# The lowest state of a symmetry class: the theorem and what it costs

My example is the lowest ${}^3\Sigma_u^+$ state of H$_2$, configuration $1\sigma_g1\sigma_u$, at clamped nuclei. I use hartree atomic units, and mEh means millihartree.

## The restricted search

Let $H=T+W+\sum_i v(\mathbf r_i)$ commute with $S^2$ and with a point group $G$. A class $\Gamma$ is a total spin, an irreducible representation, or both. $H$ maps each class into itself, so the Rayleigh–Ritz principle holds inside it. Gunnarsson and Lundqvist (1976) extended density functional theory to the lowest state of each symmetry. I use Levy's constrained search (1979) and minimise in two stages:

$$E_\Gamma=\min_n\Big\{F_\Gamma[n]+\int v\,n\Big\},\qquad F_\Gamma[n]=\min_{\Psi\in\Gamma,\ \Psi\to n}\langle\Psi|T+W|\Psi\rangle ,$$

with $F_\Gamma=+\infty$ if no state of the class yields $n$. Since $v$ is invariant, $\int vn=\int v\bar n$, where $\bar n$ is the group average of $n$. For a one-dimensional representation such as $\Sigma_u^+$, $|\Psi|^2$ is invariant and $n=\bar n$ already.

**Question.** *Is the ordinary $F$ the smallest of the $F_\Gamma$?*

In general we only have $F[n]\le\min_\Gamma F_\Gamma[n]$, because the unrestricted search also covers superpositions of classes. A density without inversion symmetry has finite $F$, while $F_g=F_u=+\infty$. For spin, $\hat n$ and $T+W$ have no matrix elements between different $S$, so $F[n]$ is the infimum of $\sum_Sw_SF_S[n_S]$ over decompositions $n=\sum_Sw_Sn_S$. Energies do obey $E_0=\min_\Gamma E_\Gamma$, and $F=F_\Gamma$ at the density of a ground state of class $\Gamma$.

**Question.** *Is $F_\Gamma$ universal?*

$F_S$ is, since $S^2$ makes no reference to $v$. A spatial $F_\Gamma$ depends on the group, its centre and its axis, but on nothing else in $v$. One functional serves this triplet at every bond length.

## A solvable stand-in

Take two electrons on the molecular axis, with $v=\tfrac12x^2$ and a repulsion $W=-\tfrac k2(x_1-x_2)^2$. With $X,x=(x_1\pm x_2)/\sqrt2$ we have $W=-kx^2$, and $H$ separates into oscillators of frequencies 1 and $\omega=\sqrt{1-2k}$:

$$E_{Nm}=N+\tfrac12+\omega\,(m+\tfrac12).$$

Exchange sends $x\to-x$, so triplets have odd $m$. Inversion gives $(-1)^{N+m}$. I assume $k=3/8$, hence $\omega=1/2$. The ground singlet lies at 0.75 hartree. The lowest $u$ triplet, $N=0$, $m=1$, has the exact energy $E=1.25$ hartree, with $\int vn=\tfrac12(\tfrac12+\tfrac{3}{2\omega})=1.75$ and $F_\Gamma=-0.5$ hartree. The model's singlet–triplet gap of 0.5 hartree is about a quarter above the typical vertical value of roughly 0.4 hartree for H$_2$ near equilibrium. All numbers below are the model's.

## Three ways to do the search

The two stages together are one lowest-eigenvalue problem in the class. Mapping out $F_\Gamma$ by varying a symmetric potential as Lagrange multiplier repeats that problem for each trial potential, which multiplies every cost below by the same factor. The orbitals are unit-frequency oscillator functions $\phi_a$, and I keep products with $a+b\le2K-1$.

**A, restricted.** Use antisymmetric pairs $a<b$ with $a+b$ odd. The shell $a+b=2j+1$ holds $j+1$ pairs, so $D_A=K(K+1)/2$.

**B, unrestricted.** Use all products, the $M_S=0$ space, with $D_B=K(2K+1)$, and pick the second root. The matrix is block diagonal in the classes, so the energy equals that of A.

**C, restricted plus one step.** Solve A for $\psi_K,E_K$. On the next shell $Q$, of size $n_Q=K+1$, solve $(H_{QQ}-E_K)\chi=-H_{QP}\psi_K$, where $P$ is the space of A, and diagonalise in the plane of $\psi_K$ and $\chi$. This Davidson-type step stays inside the class, so it remains an upper bound.

The cost model is dense algebra that ignores the model's separability. Reduction to tridiagonal form takes $\tfrac43D^3$ floating-point operations and $D^2$ stored numbers. C adds $2D_A^2$ to transform the eigenvector back, $2n_QD_A$ for $H_{QP}\psi_K$, and $n_Q^3/3+2n_Q^2$ for a Cholesky solve. It stores $n_QD_A+n_Q^2$ more numbers. At large $K$, A needs $K^6/6$ operations and $K^4/4$ numbers. B is four times larger in dimension, a factor 2 from spin and 2 from inversion, so it needs 64 times the work and 16 times the memory. The extra work of C grows as $K^4/2$ and becomes negligible.

## How the deviation falls

The truncated space is invariant under the rotation to $X,x$, so the lowest root sits in the block $N=0$, $m=2j+1$, $j<K$. From the matrix elements of $x^2$ this block is tridiagonal:

$$d_j=\tfrac12+(1-k)(2j+\tfrac32),\qquad H_{j,j+1}=-b_j,\quad b_j=\tfrac k2\sqrt{(2j+2)(2j+3)} .$$

The exact coefficients satisfy the recurrence with $c_{j+1}/c_j=q\sqrt{(2j+3)/(2j+2)}$ and $q=(1-\omega)/(1+\omega)=1/3$. Normalising,

$$c_j^2=(1-q^2)^{3/2}q^{2j}\,\frac{(2j+1)!!}{(2j)!!}.$$

Let $a_j$ be the eigenvector of the truncated block. Evaluating $\langle a|H|c\rangle$ to the left and to the right gives the exact relation

$$(E_K-E)\sum_{j<K}a_jc_j=b_{K-1}\,a_{K-1}\,c_K .$$

At large $j$ the recurrence has solutions with ratios $q$ and $1/q$. Truncation imposes $a_K=0$, which gives $a_j\approx c_j(1-q^{2(K-j)})$ and $a_{K-1}\approx(1-q^2)c_{K-1}$. The overlap tends to 1 and $b_{K-1}c_{K-1}=kKc_K/q$, so

$$\Delta_A\approx kK(1-q^2)^{5/2}q^{2K-1}\frac{(2K+1)!!}{(2K)!!}\ \propto\ K^{3/2}q^{2K}.$$

At $K=6$ this gives 0.028 mEh, against 0.0267 from diagonalisation. An accuracy $\epsilon$ needs $K\sim\ln(1/\epsilon)/(2\ln(1/q))$, so the work grows as $\ln^6(1/\epsilon)$.

In C, $\chi$ is the state $j=K$, coupled by $g=b_{K-1}a_{K-1}$ in magnitude, and

$$E_C=\tfrac12(E_K+d_K)-\sqrt{\tfrac14(d_K-E_K)^2+g^2}.$$

For large $K$ the gain is $g^2/d_K$, with $b_{K-1}/d_K\to k/(2-2k)=q/(1+q^2)$. Dividing by $\Delta_A\approx b_{K-1}(1-q^2)\,q\,c_{K-1}^2$, the step removes the fraction $(1-q^2)/(1+q^2)$. What remains is $\Delta_C/\Delta_A\to2q^2/(1+q^2)=0.2$, whereas a full extra shell leaves $q^2=0.11$. At $K=6$ the computed ratio is still 0.25.

| $K$ | $\Delta_A=\Delta_B$ (mEh) | $\Delta_C$ (mEh) | work A | work B | work C | memory A | memory B | memory C |
|---|---|---|---|---|---|---|---|---|
| 1 | 187.5 | 36.9 | 1.3 | 36 | 18 | 1 | 9 | 7 |
| 2 | 36.9 | 11.4 | 36 | 1333 | 99 | 9 | 100 | 27 |
| 3 | 6.94 | 2.09 | 288 | 12348 | 461 | 36 | 441 | 76 |
| 4 | 1.18 | 0.328 | 1333 | 62208 | 1725 | 100 | 1296 | 175 |
| 5 | 0.183 | 0.0478 | 4500 | 221833 | 5274 | 225 | 3025 | 351 |
| 6 | 0.0267 | 0.00667 | 12348 | 632736 | 13736 | 441 | 6084 | 637 |

A at $K=7$ gives 0.00373 mEh for 29269 operations.

**Question.** *Can leading-order counts be trusted for such small matrices?*

Only roughly. The integers are values of the cost model. Building the matrix and finding the tridiagonal root are left out. A term $D^2$ stands to $\tfrac43D^3$ as $3/(4D)$, which is 0.075 at $D=10$ and of order one in the first row. I therefore call cost ratios below 2 a tie.

## Choosing

Write A3 for method A at $K=3$. For a stated accuracy:

| target (mEh) | lowest count | runner-up | ratio |
|---|---|---|---|
| 10 | A3, 288 | C3, 461 | 1.6, a tie |
| 1.6 (1 kcal/mol) | A4, 1333 | C4, 1725 | 1.3, a tie |
| 0.1 | C5, 5274 | A6, 12348 | 2.3 |
| 0.01 | C6, 13736 | A7, 29269 | 2.1 |

B never competes. It costs 43 times A at the first target and 47 times at the second. Where A and C tie, C returns the smaller deviation, so I would take it.

Inside a stated budget:

| budget | best | its deviation (mEh) | what B reaches (mEh) |
|---|---|---|---|
| 500 operations | C3 | 2.09 | 187.5 |
| 5000 operations | A5 | 0.183 | 36.9 |
| 15000 operations | C6 | 0.00667 | 6.94 |
| 400 stored numbers | C5 | 0.0478 | 36.9 |

The second line is close. C5 overshoots that budget by 5.5 per cent, within the slack of the counts, and would cut the deviation by a factor 3.8.

**Question.** *Why not set $M_S=1$ and forget inversion?*

For two electrons $M_S=1$ forces $S=1$, and here the $u$ state is the lowest triplet, so you get the same energy from the lowest root. The even shells add $K(K-1)/2$ pairs, so the dimension is $K^2$, asymptotically 8 times the work of A. With more electrons, $M_S=S$ also admits all higher spins and may return one of those. The lowest $g$ triplet, at 2.25 hartree in the model, is a lowest root only when inversion is imposed.

**Question.** *What carries over to H$_2$ itself?*

The counting does. Spin and inversion still cut the dimension by about four, and the axial symmetry of $D_{\infty h}$ cuts it further. The bound carries over too, since A and C search inside the class and approach $E_\Gamma$ from above. The geometric rate does not. It comes from a polynomial interaction that couples only neighbouring shells. The Coulomb singularities make the wavefunction non-smooth, so convergence in an orbital basis becomes algebraic at high accuracy, and the correction space of C must include every outer shell. The antisymmetric spatial function of the triplet vanishes at $\mathbf r_1=\mathbf r_2$, which weakens the electron–electron singularity relative to the singlet without removing it.